Strip a zirconium atom of 22 to 28 electrons and the nucleus stays the same, but the spin-orbit constants of the remaining p shells shift. The seven rows below give these constants from Hartree-Fock orbitals, in units of 1000 cm⁻¹, without labels. Which row belongs to which ion, and which column can be trusted to tell?

Zr ions in their ground configurations, computed with PySCF 2.14.0: one real unrestricted Hartree-Fock determinant at highest spin, non-relativistic, point nucleus, even-tempered basis up to f scaled to each ion. Spin-orbit constants ζ (operator ζ l·s per electron) use the X2C one-electron operator with a bare nucleus, a screened nucleus or a mean-field two-electron term. Candidates: Zr22+, Zr26+, Zr23+, Zr27+, Zr28+, Zr24+, Zr25+.

```csv
row,"ζ 2p, bare (1000/cm)","ζ 2p, screened (1000/cm)","ζ 2p, mean field (1000/cm)","ζ 3p, bare (1000/cm)","ζ 3p, screened (1000/cm)","ζ 3p, mean field (1000/cm)"
A,438.398,416.478,406.356,96.1835,91.3743,89.1068
B,436.681,414.847,404.614,93.9296,89.2332,86.9811
C,440.133,418.127,408.121,98.3357,93.4189,91.1397
D,441.932,419.835,409.953,100.514,95.4883,93.1991
E,435.019,413.268,402.932,91.7813,87.1923,84.9563
F,440.738,418.701,408.958,n/a,n/a,n/a
G,433.754,412.066,401.629,89.3036,84.8385,82.6267
```

The constant $\zeta$ multiplies $\mathbf{l}\cdot\mathbf{s}$ for each electron of a subshell. "Bare" uses the field of the nucleus alone, "screened" scales that by a fixed factor, and "mean field" adds the averaged spin-orbit field of the other electrons. The coupling is strongest close to the nucleus, so $\zeta$ measures how tightly an orbital is pulled in. The candidates run from 3p⁶ in Zr22+ to an empty 3p shell in Zr28+. Each 3p electron removed leaves the others less shielded, so their orbital contracts and $\zeta$(3p) should rise. The 2p orbital lies mostly inside the 3p charge, and charge outside an electron hardly pulls on it, so $\zeta$(2p) should rise much less.

Row F carries constants for 2p only, so it is the ion without 3p electrons, Zr28+. The other six fall in the order G, E, B, A, C, D of bare $\zeta$(3p), from 89.30 to 100.51, the smallest gap being 2.15. If less shielding means larger $\zeta$, G is Zr22+ and D is Zr27+, with E, B, A, C as Zr23+ to Zr26+.

The 2p columns agree on those six but not on F. Its bare value, 440.738, lies between C and D, so sorting on $\zeta$(2p) would swap F and D. Repeating the step from C to D, 1.799, would put F at 443.73, which it undershoots by 2.99, or 0.7 % of that estimate. An error of that relative size in $\zeta$(3p) is about 0.7, a third of the smallest gap, so the 3p ranking would survive it.

The screened columns are 0.95 times the bare ones in every row, which is the built-in factor $1-2/Z$, and they add nothing. The ratio of mean-field to bare for 2p does help. The electron cloud opposes the nuclear field, and its share should shrink as electrons leave and the orbital tightens, so the ratio should climb with charge. An equal percentage error in the nuclear and electronic parts would cancel. An error of 0.7 % in the nuclear part alone would still lower the ratio by about 0.0005, more than the gap between D and F, so the ratio supports the order without proving it. It runs from 0.92594 in G to 0.92764 in D and 0.92789 in F, in the order G, E, B, A, C, D, F.

F is therefore sure, and the other six are sure given the list of candidates and the argued direction of the trend. On $\zeta$(2p) alone, D and F are ambiguous.

The rows with their labels:

```csv
species,electrons,configuration,functions by l,"ζ 2p, bare (1000/cm)","ζ 2p, screened (1000/cm)","ζ 2p, mean field (1000/cm)","ζ 3p, bare (1000/cm)","ζ 3p, screened (1000/cm)","ζ 3p, mean field (1000/cm)"
Zr22+,18,[Ar],17s 11p 5d 4f,433.754,412.066,401.629,89.3036,84.8385,82.6267
Zr23+,17,[Ne] 3s2 3p5,17s 11p 5d 4f,435.019,413.268,402.932,91.7813,87.1923,84.9563
Zr24+,16,[Ne] 3s2 3p4,17s 11p 5d 4f,436.681,414.847,404.614,93.9296,89.2332,86.9811
Zr25+,15,[Ne] 3s2 3p3,16s 11p 5d 4f,438.398,416.478,406.356,96.1835,91.3743,89.1068
Zr26+,14,[Ne] 3s2 3p2,16s 11p 5d 4f,440.133,418.127,408.121,98.3357,93.4189,91.1397
Zr27+,13,[Ne] 3s2 3p1,16s 11p 5d 4f,441.932,419.835,409.953,100.514,95.4883,93.1991
Zr28+,12,[Ne] 3s2,16s 10p 5d 4f,440.738,418.701,408.958,n/a,n/a,n/a
```

All seven assignments hold. The size of the trend can be described with a hydrogen-like model whose effective charge is fitted. To lowest order $\zeta = \tfrac12\alpha^2 Z\langle r^{-3}\rangle$ in atomic units, with $\alpha$ the fine-structure constant. For a p orbital of principal quantum number $n$ in an effective charge $Z_\text{eff}$, $\langle r^{-3}\rangle = Z_\text{eff}^3/(3n^3)$. Hence

$$\zeta = \frac{\alpha^2 R_\infty\, Z\, Z_\text{eff}^3}{3n^3},$$

where $R_\infty$ is the Rydberg constant. One power of the charge belongs to the operator and is fixed; three belong to the orbital and respond to ionisation. With no shielding ($Z^4$) the formula gives 623.3 for 2p and 184.7 for 3p, the same for every ion and well above the table.

Inverting it for each of Zr22+ to Zr27+ and fitting a least-squares line in the number $k$ of 3p electrons gives $Z_\text{eff} = 32.92 - 0.251k$ for 3p and $35.71 - 0.045k$ for 2p. In this model a 3p electron thus shields its own shell 5.6 times as strongly as it shields 2p. For row D, Zr27+, which was part of the fit, $k=1$ gives $Z_\text{eff}=32.67$ and $\zeta = 184.7\,(32.67/40)^3 = 100.6$, about 0.1 % above the table. The intercepts have no clean meaning, because they also absorb the difference between this lowest-order operator and the X2C one. The orbitals moreover lack relativistic contraction, which matters for absolute 2p values at $Z=40$.

The same calculations show the contraction directly. From G to D the root-mean-square radius shrinks by 4.8 % for 3p and 0.8 % for 2p, while $\zeta$ grows by 12.6 % and 1.9 %. A log-log least-squares fit over these six ions gives $\zeta\propto r^{-2.4}$ for both shells, short of the $r^{-3}$ of uniform shrinking. This is the expected sense, since the nucleus dominates the inner region that $\zeta$ weights and that region changes less than the outer part of the orbital. The same reasoning suggests that removing electrons from the outermost p shell of other ions raises $\zeta$ of that shell by a larger fraction than $\zeta$ of deeper p shells.

Shown alone and without the list, a row would be hard to name from a simple formula. The Landé formula for a penetrating outer orbit, $\zeta\propto (q+1)^2 Z_i^2/n^{*3}$ with ion charge $q$, was tried with the effective quantum number $n^*$ taken from total-energy differences and the inner charge $Z_i$ fitted to the logarithms of the six 3p values. It errs by up to 2.1 % of the table value, about one ionisation step, and grows by 17 % across the series. Scaling with $(q+1)^2$ at fixed $n^*$ would give 48 %, because it counts each removed 3p electron as having shielded a full charge, whereas electrons of the same shell shield each other only in part. The straight-line model does better but has its largest fitted misfits at row G, whose step to Zr23+ is the smallest rise for 2p and the largest for 3p. That step keeps the basis and goes from a closed shell to a non-spherical determinant; whether this is the cause is untested.

Row F was left out of the 2p fit, which overshoots it by 2.7. Its 2p radius continues to shrink, from 0.15528 to 0.15500 bohr, so contraction cannot explain a fall in $\zeta$. The column "functions by l" shows that the p set drops from 11 to 10 functions there, and the tightest exponent halves, from about 39100 to 19100 bohr⁻². Tight functions describe the region that $\zeta$ samples, so a basis artefact is the likely cause, but this remains a guess until a fixed basis tests it. An error inversely proportional to that exponent would also produce a jump of 0.84 between Zr24+ and Zr25+, where the p exponents change too, and the step there exceeds the mean of its neighbours by only 0.02. That simple error law is therefore not supported, and the way the error depends on the basis stays open. Until a fixed basis has been tried, the drop at Zr28+ should not be taken as a property of the ion.
